## A crystal that is larger and yet stiffer

The row PBE SZV looks wrong. It puts the atoms of diamond farther apart than PBE DZVP does, and farther apart usually means softer, yet its bulk modulus is about 11% higher. Its band gap is also more than 2 eV wider, although both rows use the same density functional. What separates them is the basis, the set of functions from which the electron states are built.

Diamond (Fd-3m, 2-atom cell) with force fields, tight binding and DFT, without spin polarisation or spin-orbit coupling. Band gaps are single-point values on the cell relaxed with r2SCAN; volumes come from each method's own relaxation or energy curve, and bulk moduli are taken at fixed cell shape. PBE coarse-settings uses a 260 eV cutoff and a 4×4×4 k mesh.

| name | kind | band gap (eV) | volume per atom (Å³) | bulk modulus (GPa) |
| --- | --- | --- | --- | --- |
| SiCGe.tersoff | force field | n/a | 5.667 | 425.7 |
| SiC_Erhart-Albe.tersoff | force field | n/a | 5.667 | 445.9 |
| BNC.tersoff | force field | n/a | 6.054 | 369.2 |
| CH.rebo | force field | n/a | 5.667 | 442.0 |
| PBE coarse-settings | low cutoff and mesh | 4.181 | n/a | n/a |
| PBE | semilocal | 4.148 | 5.695 | 432.3 |
| r2SCAN | semilocal | 4.361 | 5.641 | 450.6 |
| GLLB-SC | model potential | 5.369 | n/a | n/a |
| DFTB | tight binding | 6.920 | n/a | n/a |
| PBE sz-orbitals | small basis | 5.778 | n/a | n/a |
| PBE SZV | small basis | 6.480 | 5.757 | 477.8 |
| PBE DZVP | small basis | 4.282 | 5.712 | 431.7 |

The three results ask different things of a method. The volume per atom and the bulk modulus, which is the resistance to uniform compression, follow from how the total energy changes with volume. In an electronic-structure method that energy rests on the filled states. The band gap is the energy from the highest filled to the lowest empty state, so it also needs good empty states. A method can serve one demand and fail the other.

## Why a small basis opens the gap

Each carbon atom in diamond brings one s and three p valence orbitals. Neighbouring atoms combine them into bonding states, which are filled, and antibonding states, which are empty. A minimal basis such as SZV holds just one function for each of these orbitals. That is a fair description of the bonding states, whose electrons sit between the atoms in a shape not far from that of overlapping atomic orbitals.

The empty states are harder to describe. They change sign between neighbours and spread into the open spaces of the crystal, where functions made for a free atom fit badly. A state built from unsuitable functions comes out too high in energy. The filled states are also raised a little, but the empty ones more, so the gap opens. The rise is not expected to be even. The empty state near the zone edge, which sets the gap with plane waves, reaches far into the open spaces and should be lifted much more than the one at the zone centre. The lowest empty state can then move toward the centre, so a minimal-basis gap need not belong to the same state as the plane-wave gap.

DZVP gives each valence orbital a second function and adds polarisation functions, which let the electron cloud shift and deform. The gap then falls from 6.48 to 4.28 eV, close to the 4.15 eV of PBE with plane waves. The small remainder should not be put down to the basis alone. The lowest empty state lies about 73% of the way from the centre of the Brillouin zone (Γ) to its edge at X, and a calculation that samples few points can miss it. In the coarse PBE run, the sampling mesh by itself would have made the gap 0.40 eV too wide; that row therefore uses the gap at the minimum located by converged PBE. How finely the small-basis rows sample the zone is not shown.

DFTB, with the widest gap of all, normally uses a minimal basis too. The same argument therefore suggests the direction of its error. Its simplified, parametrised interactions also shape the result, and the table does not separate the two.

## Why a better basis can move away from experiment

The measured gap of diamond is roughly 5.5 eV, a recalled value. Converged PBE falls about 1.4 eV short of it. A larger basis brings a calculation closer to the answer of its functional, and that answer may itself be wrong.

The shortfall has a known origin. A true gap compares the cost of removing an electron with the gain from adding one. When an electron is added to an insulator, the exact effective potential jumps by a constant, the derivative discontinuity. PBE's potential has no such jump, so the difference between its orbital energies is too small.

r2SCAN depends on the orbitals themselves and recovers a little of this, raising the gap by 0.21 eV. GLLB-SC adds an explicit estimate of the jump and reaches 5.37 eV. Theory thus explains why it lies higher, although the single value does not show how much comes from the jump and how much from its different potential. Its closeness to experiment also flatters it. The vibration of the atoms, present even at absolute zero, lowers the measured gap by some tenths of an electronvolt, and the calculation leaves this out.

PBE sz-orbitals, another minimal basis, gives 5.78 eV and also looks good. But the functional under it is still PBE, which makes the gap too small, while the basis makes it too large. The two errors nearly cancel. For PBE SZV and DFTB the balance tips too far, and their gaps end above experiment by about 1.0 and 1.4 eV. The two minimal PBE bases differ from each other by 0.70 eV. A minimal basis is not unique: with one function per orbital, the shape and range chosen for it are expected to go straight into the empty states, so such a cancellation cannot be counted on.

## Why the small basis makes diamond stiff

Volume is far more forgiving than the gap. Apart from BNC.tersoff, all the volumes lie within about 2% of one another, SZV included. Even a minimal basis describes the filled bonding states well enough to place the atoms.

The plane-wave PBE and r2SCAN rows follow the usual rule: r2SCAN gives a volume about 1% smaller than PBE and a modulus about 4% higher. SZV breaks it. Stiffness asks more of a basis than volume does, because it measures how fast the energy rises when the volume changes. In a real crystal the electron cloud adapts: its orbitals contract or spread as the atoms move, and this softens the rise. The functions of a minimal basis keep their shape, so part of that relief is lost. This is the likely reason why SZV is stiff in spite of its larger volume, though no row isolates it. With DZVP, which can adapt, the modulus is back at the plane-wave PBE value.

## Why one force field fails

A force field gives the energy directly from the positions of the atoms. It contains no electrons and therefore has no band gap to offer. Its quality depends on whether the bonding at hand resembles the bonding for which its parameters were chosen.

Three of the four force fields give the same volume, 5.667 Å³ per atom, and on the shared cell practically the same energy, −7.37 eV per atom. Such agreement between different formulas points to shared fitting targets, so it is no independent prediction of diamond. Their moduli, which are less tightly pinned, spread over about 5%.

BNC.tersoff gives a volume 6.8% larger than the other three, and on the shared cell it binds the atoms by only 6.50 eV each. Its carbon parameters were made for graphene-like sheets, where each atom has three neighbours. In diamond each atom has four. A force field of this type weakens each bond according to how many other neighbours there are and at what angles they stand. Here the angular term was retuned for the wide angles of a flat sheet. The narrower tetrahedral angle of diamond is expected to be penalised more heavily, and this, more than the extra neighbour, weakens the bonds. Bonds that are too weak come out too long, and the crystal becomes too large and too soft, as the row shows.

## What a wrong volume means as a pressure

A volume error becomes tangible when the crystal is held at another size. Let V₀ be the volume a method prefers, V the volume imposed, B the bulk modulus and P the pressure. The definition of the modulus is

B = −V dP/dV.

If B stays constant between V₀ and V, adding up the small steps gives

P ≈ B ln(V₀/V).

For BNC.tersoff held at the r2SCAN volume this is

P ≈ 369.2 GPa × ln(6.054/5.641) ≈ 26 GPa.

The force field itself, evaluated on the shared cell, gives 30 GPa. The estimate has no adjustable constant. Volume, modulus and pressure all come from the same force field, so the comparison tests only the assumption of a constant B and not the accuracy of the force field. The estimate falls short because a crystal stiffens as it is squeezed, while the formula keeps B fixed. For the other three force fields the compression is slight, and estimate and calculation agree within the few per cent that the rounding of the volumes allows.

## A good gap with a bad pressure

The same estimate exposes the row PBE coarse-settings. Its gap is only 0.03 eV from that of converged PBE. Yet the run reports a pressure of 16.8 GPa, where the volume and modulus of converged PBE imply about 4 GPa. Most of the reported pressure is thus an artefact of the settings.

The two results differ in what they demand. The gap is a difference between two levels in the same cell, so errors common to both drop out. Errors that differ between the levels do not, and agreement this close may be partly luck: the direct gap of the same run, 5.84 eV, is somewhat higher than expected of converged PBE. Pressure is minus the slope of the total energy with volume, and an error that changes with volume goes straight into it. Cutoff and mesh were both reduced in this run, so the table cannot divide the blame between them. A crystal with so wide a gap is expected to be fairly insensitive to the mesh, which points to the cutoff, flagged in the run as below the recommended value. For anyone using such a calculation, a sound gap is no evidence that pressures or relaxed cell sizes from the same settings are sound.

Numerical output:

```
Departure from plane-wave PBE:
                      row  gap change in eV  volume change in percent  modulus change in percent
            SiCGe.tersoff               n/a                   -0.4917                     -1.527
  SiC_Erhart-Albe.tersoff               n/a                   -0.4917                      3.146
              BNC.tersoff               n/a                     6.304                      -14.6
                  CH.rebo               n/a                   -0.4917                      2.244
      PBE coarse-settings             0.033                       n/a                        n/a
                      PBE                 0                         0                          0
                   r2SCAN             0.213                   -0.9482                      4.233
                  GLLB-SC             1.221                       n/a                        n/a
                     DFTB             2.772                       n/a                        n/a
          PBE sz-orbitals              1.63                       n/a                        n/a
                  PBE SZV             2.332                     1.089                      10.53
                 PBE DZVP             0.134                    0.2985                    -0.1388
PBE gap less rough measured gap in eV: -1.352
r2SCAN gap less rough measured gap in eV: -1.139
GLLB-SC gap less rough measured gap in eV: -0.131
DFTB gap less rough measured gap in eV: 1.42
PBE sz-orbitals gap less rough measured gap in eV: 0.278
SZV gap less DZVP gap in eV: 2.198
SZV gap less sz-orbitals gap in eV: 0.702
coarse PBE, gap on its own mesh less true band minimum gap in eV: 0.3995
coarse PBE, direct gap less indirect gap in eV: 1.659
coarse PBE, place of conduction minimum as fraction of the way from Gamma to X: 0.7266
SZV volume above DZVP in percent: 0.7878
SZV modulus above DZVP in percent: 10.68
BNC.tersoff volume above the other force fields in percent: 6.829
BNC.tersoff bond length above the other force fields in percent: 2.226
modulus spread of the other three force fields in percent: 4.745
SiCGe.tersoff energy in eV per atom: -7.37
BNC.tersoff energy in eV per atom: -6.5
estimated pressure on shared cell, SiCGe.tersoff, in GPa: 1.958
estimated pressure on shared cell, BNC.tersoff, in GPa: 26.09
estimated pressure on shared cell, converged PBE, in GPa: 4.119
computed over estimated pressure, SiCGe.tersoff: 0.9939
computed over estimated pressure, SiC_Erhart-Albe.tersoff: 1.012
computed over estimated pressure, BNC.tersoff: 1.152
computed over estimated pressure, CH.rebo: 1.012
coarse PBE computed pressure over converged PBE estimate: 4.09
```
